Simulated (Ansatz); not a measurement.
## SrCuO3: energy above lowest point against volume scale

Results calculated with Ansatz 0.2.0, not measured. Free energy against uniform scaling of the volume at fixed shape and fractions; periodic cell, basis, potentials, k mesh and filling as listed.

The cell before it is scaled or strained (space group Pm-3m, No. 221):
```
CELL_PARAMETERS angstrom
3.83840 0.00000 0.00000
0.00000 3.83840 0.00000
0.00000 0.00000 3.83840
ATOMIC_POSITIONS crystal
Sr 0.50000 0.50000 0.50000
Cu 0.00000 0.00000 0.00000
O 0.50000 0.00000 0.00000
O 0.00000 0.50000 0.00000
O 0.00000 0.00000 0.50000
```

Settings of every row: functional PBEsol; dispersion none; potentials PAW; wave cutoff 550 eV; density cutoff 2200 eV; k mesh 6x6x6; k shift 0x0x0; occupations fermi dirac; smearing width 0.1 eV; spin none.

Limits: coarse k mesh, up to 40 meV an atom off; odd electron count without spin; the cell comes from a prototype or a list of computed structures and needn't be the stable phase.

| row | volume scale | V (Å³/atom) | energy above lowest point (meV/atom) |
| --- | --- | --- | --- |
| 1 | 0.9 | 10.179 | 45 |
| 2 | 0.925 | 10.462 | 21.2 |
| 3 | 0.95 | 10.745 | ? |
| 4 | 0.975 | 11.028 | 0 |
| 5 | 1 | 11.31 | 0.3 |
| 6 | 1.025 | 11.593 | 6.6 |
| 7 | 1.05 | 11.876 | 18.1 |
| 8 | 1.075 | 12.159 | 34.1 |
| 9 | 1.1 | 12.442 | 54.1 |

Question: what energy above lowest point should row 3 give?

Worked fit of energy above lowest point. Take u = (V_r/V)^(2/3) − 1 with V_r = 11.451 Å³ an atom, which is twice the finite (Eulerian) strain; such expansions in the strain, on which the Birch-Murnaghan equation of state is built, carry the rest volume and the bulk modulus. The shown rows have u = 0.08166, 0.06207, 0.02541, 0.00829, -0.00818, -0.024, -0.03921, -0.05383. Least squares give energy above lowest point = 2.73 − 383.2 × u + 10773 × u² + 3160 × u³ meV/atom; a parabola predicts inner rows, each left out in turn, worse (root mean square 0.23 against 0.022 meV/atom). All shown rows lie on it to the printed digit. Its lowest point lies at u = 0.0176, or V = 11.15 Å³ an atom, and the curvature there gives the bulk modulus at fixed shape and fractions, B = (4/9)(1 + u)² E″(u)/V = 145 GPa. The withheld row has u = 0.04334, so the fit gives 2.73 − 383.2 × (0.04334) + 10773 × (0.04334)² + 3160 × (0.04334)³ = 6.6 meV/atom.

The calculation gave 6.6 meV/atom. The fit meets it to the printed digit.
